# Why the correlation energy of Be-like ions grows linearly with Z

**Premises.** I take a point nucleus of charge $Ze$ and infinite mass, and the non-relativistic Coulomb Hamiltonian. The correlation energy is $E_c=E-E_{\rm HF}$, with $E_{\rm HF}$ the closed-shell Hartree–Fock energy with orbitals of pure $s$ symmetry. Energies are multiples of $E_h=4.3597\times10^{-18}$ J and lengths multiples of $a_0=52.918$ pm. Orbitals are real. The linear term goes back to Linderberg and Shull (1960).

## 1. Scaling

I measure lengths in $a_0/Z$. Kinetic and nuclear terms then scale as $Z^2$ and the repulsion as $Z$:
$$H=Z^2E_h\,(H_0+\lambda U),\quad H_0=\sum_i\Big(-\tfrac12\nabla_i^2-\frac1{r_i}\Big),\quad U=\sum_{i<j}\frac1{r_{ij}},\quad\lambda=\frac1Z .$$
$U$ is bounded relative to $H_0$, so an isolated level of finite multiplicity splits into branches analytic in small $\lambda$:
$$E=E_h\,(\varepsilon_0Z^2+\varepsilon_1Z+\varepsilon_2+\dots).$$

## 2. Hartree–Fock to first order, and two electrons

At $\lambda=0$ the HF determinant $D_0$ consists of hydrogenic orbitals. Rotating an occupied $s$ orbital into an empty one costs a finite $H_0$ gap, so the stationary point is non-degenerate and moves smoothly, $D=D_0+\lambda D_1+\dots$. Since $D_0$ is an eigenfunction of $H_0$, $\langle D|H_0|D\rangle=\varepsilon_0+O(\lambda^2)$, and
$$\varepsilon_0^{\rm HF}=\varepsilon_0,\qquad\varepsilon_1^{\rm HF}=\langle D_0|U|D_0\rangle .$$
For two electrons the ground level $1s^2$ of $H_0$ is non-degenerate. The exact $\varepsilon_1$ is then the same matrix element, $F^0(1s,1s)=5/8$. The $Z^2$ and $Z$ terms cancel and $E_c\to(\varepsilon_2-\varepsilon_2^{\rm HF})E_h$, a constant. It is negative, because the exact second-order sum contains double excitations that a determinant of doubly occupied orbitals cannot vary independently of the singles.

## 3. The degenerate block for four electrons

Hydrogenic energies $-1/2n^2$ do not depend on $l$. The lowest level, $\varepsilon_0=-1-\tfrac14=-\tfrac54$, holds two electrons in $1s$ and two among the eight $n=2$ spin orbitals, which gives 28 determinants. The next level lies $\tfrac18-\tfrac1{18}=\tfrac5{72}$ higher. $U$ conserves $L$, $S$ and parity. $2s2p$ is odd and $2p^2$ gives $^3P$, $^1D$, $^1S$, so the even $^1S$ block has two states. Each is an antisymmetrised product of $1s^2$ with a singlet valence pair function. The radial functions are
$$R_{1s}=2e^{-r},\quad R_{2s}=\tfrac1{\sqrt2}\big(1-\tfrac r2\big)e^{-r/2},\quad R_{2p}=\tfrac1{2\sqrt6}\,re^{-r/2}.$$
The rotationally invariant $p^2$ combination is $(p_xp_x+p_yp_y+p_zp_z)/\sqrt3$ with $p_x=\sqrt{3/4\pi}\,R_{2p}\,x/r$. With $\gamma$ the angle between $\mathbf r_1$ and $\mathbf r_2$,
$$\Phi_s=\frac{R_{2s}(r_1)R_{2s}(r_2)}{4\pi},\qquad\Phi_p=\frac{\sqrt3\,R_{2p}(r_1)R_{2p}(r_2)\cos\gamma}{4\pi}.$$
This fixes my phase convention.

## 4. Angular factors

I use $1/r_{12}=\sum_k r_<^k\,r_>^{-k-1}P_k(\cos\gamma)$ and define
$$R^k[\rho,\rho']=\iint\rho(r_1)\rho'(r_2)\,r_<^k\,r_>^{-k-1}dr_1dr_2,\qquad\rho_{ab}=R_aR_br^2,$$
with $F^k(a,b)=R^k[\rho_{aa},\rho_{bb}]$ and $G^k(a,b)=R^k[\rho_{ab},\rho_{ab}]$. The integrands depend on angles only through $x=\cos\gamma$, so the angular integration is the mean $\tfrac12\int_{-1}^1dx$, with mean of $P_kP_{k'}$ equal to $\delta_{kk'}/(2k+1)$.

- $\langle\Phi_s|r_{12}^{-1}|\Phi_s\rangle=F^0(2s,2s)$.
- $3x^2=1+2P_2$, so $\langle\Phi_p|r_{12}^{-1}|\Phi_p\rangle=F^0(2p,2p)+\tfrac25F^2(2p,2p)$.
- $\sqrt3\,x=\sqrt3P_1$, so $V\equiv\langle\Phi_s|r_{12}^{-1}|\Phi_p\rangle=G^1(2s,2p)/\sqrt3$.

The two states differ in both valence orbitals, so by the Slater–Condon rules the core does not enter $V$. On the diagonal, each valence electron has Coulomb repulsion with two core electrons and exchange with the one of equal spin, $h_a=2J_{1s,a}-K_{1s,a}$. The spherical core gives $J=F^0$. For $2s$, $K=G^0$. For an $s$–$p$ pair, $K$ equals $\langle ss|r_{12}^{-1}|p_zp_z\rangle$; the three equal terms of this kind sum to $\sqrt3\cdot G^1/\sqrt3$, so $K=G^1/3$.

## 5. Radial integrals

For equal densities, splitting the domain at $r_1=r_2$ gives
$$R^k[\rho,\rho]=2\int_0^\infty\rho(r)\,r^k\,T(r)\,dr,\qquad T(r)=\int_r^\infty\rho(s)\,s^{-k-1}ds .$$
For the coupling, $\rho_{2s2p}=\frac1{4\sqrt3}(r^3-\tfrac12r^4)e^{-r}$ and
$$\int_r^\infty(s-\tfrac12s^2)e^{-s}ds=\big[(r+1)-\tfrac12(r^2+2r+2)\big]e^{-r}=-\tfrac12r^2e^{-r}.$$
With $\int_0^\infty r^ne^{-br}dr=n!/b^{n+1}$,
$$G^1(2s,2p)=\frac1{24}\int_0^\infty\big(-\tfrac12r^6+\tfrac14r^7\big)e^{-2r}dr=\frac1{24}\Big(-\frac{45}{16}+\frac{315}{64}\Big)=\frac{45}{512}.$$
The same two steps give the others:

| integral | $\rho$ | $T(r)$ | value |
|---|---|---|---|
| $F^0(1s,1s)$ | $4r^2e^{-2r}$ | $(2r+1)e^{-2r}$ | $5/8$ |
| $G^0(1s,2s)$ | $\sqrt2(r^2-\frac12r^3)e^{-3r/2}$ | $\sqrt2(\frac4{27}+\frac29r-\frac13r^2)e^{-3r/2}$ | $16/729$ |
| $G^1(1s,2p)$ | $r^3e^{-3r/2}/\sqrt6$ | $(\frac23r+\frac49)e^{-3r/2}/\sqrt6$ | $112/2187$ |
| $F^0(2s,2s)$ | $\frac12(r^2-r^3+\frac14r^4)e^{-r}$ | $\frac18(2+2r-r^2+r^3)e^{-r}$ | $77/512$ |
| $F^0(2p,2p)$ | $r^4e^{-r}/24$ | $(r^3+3r^2+6r+6)e^{-r}/24$ | $93/512$ |
| $F^2(2p,2p)$ | $r^4e^{-r}/24$ | $(r+1)e^{-r}/24$ | $45/512$ |

For unequal densities I average the potential $Y_a(r)=r^{-1}\int_0^r\rho_{aa}\,ds+\int_r^\infty\rho_{aa}s^{-1}ds$ of one orbital over the other:
$$Y_{1s}=\frac1r-\Big(\frac1r+1\Big)e^{-2r},\qquad Y_{2p}=\frac1r-\Big(\frac1r+\frac34+\frac r4+\frac{r^2}{24}\Big)e^{-r}.$$
Both $n=2$ orbitals have $\langle1/r\rangle=\tfrac14$, and the exponential parts measure penetration:
$$F^0(1s,2s)=\tfrac14-\tfrac{13}{324}=\tfrac{17}{81},\quad F^0(1s,2p)=\tfrac14-\tfrac7{972}=\tfrac{59}{243},\quad F^0(2s,2p)=\tfrac14-\tfrac{45}{512}=\tfrac{83}{512}.$$

## 6. The 2×2 problem

$$U_{ss}=\tfrac58+2\big(\tfrac{34}{81}-\tfrac{16}{729}\big)+\tfrac{77}{512}=1.571001,$$
$$U_{pp}=\tfrac58+2\big(\tfrac{118}{243}-\tfrac{112}{6561}\big)+\tfrac{93}{512}+\tfrac25\cdot\tfrac{45}{512}=1.778849,$$
$$\Delta=U_{pp}-U_{ss}=\tfrac{928}{6561}+\tfrac{17}{256}=0.207848,\qquad V=\frac{45}{512\sqrt3}=0.050744 .$$
The first part of $\Delta$, $2(h_{2p}-h_{2s})=0.141442$, is differential screening by the core and supplies 68 % of the gap.

Degenerate perturbation theory makes the exact $\varepsilon_1$ an eigenvalue of $U$ in the block. From $(U_{ss}-\varepsilon)(U_{pp}-\varepsilon)=V^2$ the lower root is
$$\varepsilon_1=U_{ss}+\tfrac\Delta2-W,\qquad W=\sqrt{\Delta^2/4+V^2}=0.115651,$$
so $\varepsilon_1=1.559274$. By section 2, $\varepsilon_1^{\rm HF}=U_{ss}$. Hence
$$\boxed{E_c=\Big(\tfrac\Delta2-W\Big)ZE_h+O(Z^0)=-0.011727\,Z\,E_h+O(Z^0)}$$
that is $-5.113\times10^{-20}$ J per unit of nuclear charge. The second-order form $-V^2/\Delta=-0.01239$ shows the mechanism. An ordinary double excitation has a coupling $\propto Z$ and a gap $\propto Z^2$, so coupling squared over gap is $\propto Z^0$. Here the gap is itself $\propto Z$.

I write the valence pair function as $\Phi=\cos\theta\,\Phi_s-\sin\theta\,\Phi_p$. Its energy relative to $U_{ss}$ is $\Delta\sin^2\theta-V\sin2\theta$, which is minimal at $\tan2\theta=2V/\Delta$. Then $\cos2\theta=\Delta/2W=0.8986$, $\sin2\theta=V/W=0.4388$, $\cos\theta=0.9743$, $\sin\theta=0.2252$ and $\sin^2\theta=0.05070$. The two terms are $+0.010538$ and $-0.022265$, which sum to the boxed coefficient.

**Is the reference stable?** At $\lambda=0$ any $2s$–$2p$ hybrid determinant is degenerate with $D_0$, so I test $\phi_\pm=\cos\eta\,2s\pm\sin\eta\,2p_z$ for the two spins. With $c=\cos\eta$, $s=\sin\eta$, Coulomb integrals $J$ and $K=G^1(2s,2p)/3=15/512$, the densities are $\phi_\pm^2=c^2\,2s^2+s^2\,2p_z^2\pm2cs\,2s\,2p_z$, and the valence energy is
$$2(c^2h_{2s}+s^2h_{2p})+c^4J_{ss}+s^4J_{zz}+2c^2s^2J_{sz}-4c^2s^2K .$$
With $J_{ss}=77/512$ and $J_{sz}=83/512$ the $\eta^2$ coefficient is $\tfrac{928}{6561}+\tfrac{12}{512}-\tfrac{60}{512}=+0.04769$. A common real or complex hybrid for both spins replaces $-4K$ by $+4K$ or zero and costs more. At large $Z$ a small $s$–$p$ hybridisation therefore does not lower the determinant, and cannot imitate the linear term.

## 7. Signatures in densities and density matrices

All numbers here are $Z\to\infty$ limits, with relative corrections of order $1/Z$.

**Occupations.** $\Phi$ is already diagonal in $2s,2p_x,2p_y,2p_z$, so these are natural orbitals. The occupations are $2\cos^2\theta=1.8986$ for $2s$ and $2\sin^2\theta=0.1014$ for the $2p$ shell. They stay fractional as $Z\to\infty$. For two electrons the weakly occupied orbitals arise from the $O(\lambda)$ wavefunction and their occupations vanish as $Z^{-2}$.

**Density.** The change from HF is $2\sin^2\theta\,(R_{2p}^2-R_{2s}^2)/4\pi$. At the nucleus $R_{1s}^2=4$, $R_{2s}^2=\tfrac12$, $R_{2p}^2=0$, so the HF value is $9/4\pi$ and the relative change is $-\sin^2\theta/9=-0.00563$. The change carries no $\langle1/r\rangle$, consistent with the absence of a $Z^2$ term.

**Angular hole.** The valence–valence part of the pair density is
$$|\Phi|^2=\frac{\big[\cos\theta\,R_{2s}(r_1)R_{2s}(r_2)-\sqrt3\sin\theta\,R_{2p}(r_1)R_{2p}(r_2)\cos\gamma\big]^2}{16\pi^2}.$$
With both electrons outside the $2s$ node at $r=2$, both radial products are positive. The amplitude is lowered for $\gamma<\pi/2$ and raised on the far side of the nucleus. In $\langle\cos\gamma\rangle$ only the cross term is even in $x$. With $\int\rho_{2s2p}\,dr=\frac{6-12}{4\sqrt3}=-\frac{\sqrt3}2$ and mean $x^2=\tfrac13$,
$$\langle\cos\gamma\rangle=-\sin2\theta\cdot\sqrt3\cdot\tfrac13\cdot\tfrac34=-\tfrac{\sqrt3}4\sin2\theta=-0.1900,$$
against zero for $\Phi_s$.

**On-top value.** At $\mathbf r_1=\mathbf r_2$, $4\pi\Phi=\cos\theta R_{2s}^2-\sqrt3\sin\theta R_{2p}^2$. The integrals $\int R_{2s}^4r^2dr$, $\int R_{2s}^2R_{2p}^2r^2dr$ and $\int R_{2p}^4r^2dr$ are $5/512$, $3/512$ and $5/512$. The integrated valence on-top density relative to HF is
$$\cos^2\theta+3\sin^2\theta-\tfrac{3\sqrt3}5\sin2\theta=0.645,$$
a depletion of 35 %.

**No cusp at this order.** Near $u=r_{12}\to0$ the singular part of the scaled Hamiltonian is $-\nabla_u^2+\lambda/u$. For $\psi=\psi_0(1+\kappa u)$, $\nabla_u^2\psi=2\kappa\psi_0/u$, so finiteness needs $\kappa=\lambda/2$. This is Kato's condition, $1/(2a_0)$ in unscaled form. $\Phi$ depends on $r_1$, $r_2$ and $\mathbf r_1\cdot\mathbf r_2$ and is smooth at $u=0$ away from the nucleus, as $\lambda=0$ requires. The cusp first appears in the $O(\lambda)$ wavefunction and hence in $\varepsilon_2$. The hole found above is deep, as wide as the $L$ shell, and smooth. One $p$ shell exhausts the linear term. The slow partial-wave tail caused by the cusp, which basis-set extrapolation and explicit $r_{12}$ factors address, starts at order $Z^0$.

## 8. Range of validity

- **Next order.** The result is the leading term of an expansion in $1/Z$. The $Z^0$ term collects core, core–valence and remaining valence pair correlation and the relaxation of $2s$ and $2p$. It is not small for light ions: two core electrons screen up to two units of charge, and $2/Z=1/3$ for carbon. The coefficient is the asymptotic slope $dE_c/dZ$, not the ratio $E_c/Z$ at small $Z$.
- **Relativity.** To leading order the Dirac levels $2s_{1/2}$ and $2p_{1/2}$ coincide and $2p_{3/2}$ lies $\alpha^2Z^4E_h/32$ higher, with $\alpha$ the fine-structure constant. For two promoted electrons the ratio to the gap $\Delta ZE_h$ is $\alpha^2Z^3/16\Delta$. It reaches one tenth near $Z=18$ and unity near $Z=40$. Beyond that the $LS$-coupled block no longer describes real ions, though the linear law remains exact for the non-relativistic Hamiltonian.
- **Nuclear mass.** Mass polarisation scales as $(m_e/M)Z^2$, so relative to the block it is of order $Zm_e/M$.
- **Potential and reference.** The law needs the $2s$–$2p$ degeneracy of the Coulomb field and a single-determinant reference. Measured from a two-configuration reference $2s^2+2p^2$ with optimised orbitals, $\varepsilon_1$ is exact and the remainder tends to a constant, as for two electrons.

## 9. Illustration: C²⁺

For $Z=6$ the gap is $6\Delta E_h=1.247\,E_h=5.44\times10^{-18}$ J and the coupling $6VE_h=0.3045\,E_h=1.33\times10^{-18}$ J. The model's linear term is
$$E_c^{\rm lin}=-0.0704\,E_h=-3.07\times10^{-19}\ \text{J}\;(-1.91\ \text{eV}).$$
The fine-structure ratio is $3.5\times10^{-3}$, and with $M\approx12$ u the mass ratio $Zm_e/M$ is $2.7\times10^{-4}$, so both are negligible. The higher orders in $1/Z$ are not. The total non-relativistic correlation energy of C²⁺ is typically put at about $-0.126\,E_h$ ($-5.5\times10^{-19}$ J), so the model's number is too small in magnitude by roughly 44 %, and the omitted terms, about $-0.056\,E_h$ or $-2.4\times10^{-19}$ J, are nearly as large as the one retained. The value $-3.07\times10^{-19}$ J is thus the leading-order near-degeneracy part for this ion, not its full correlation energy.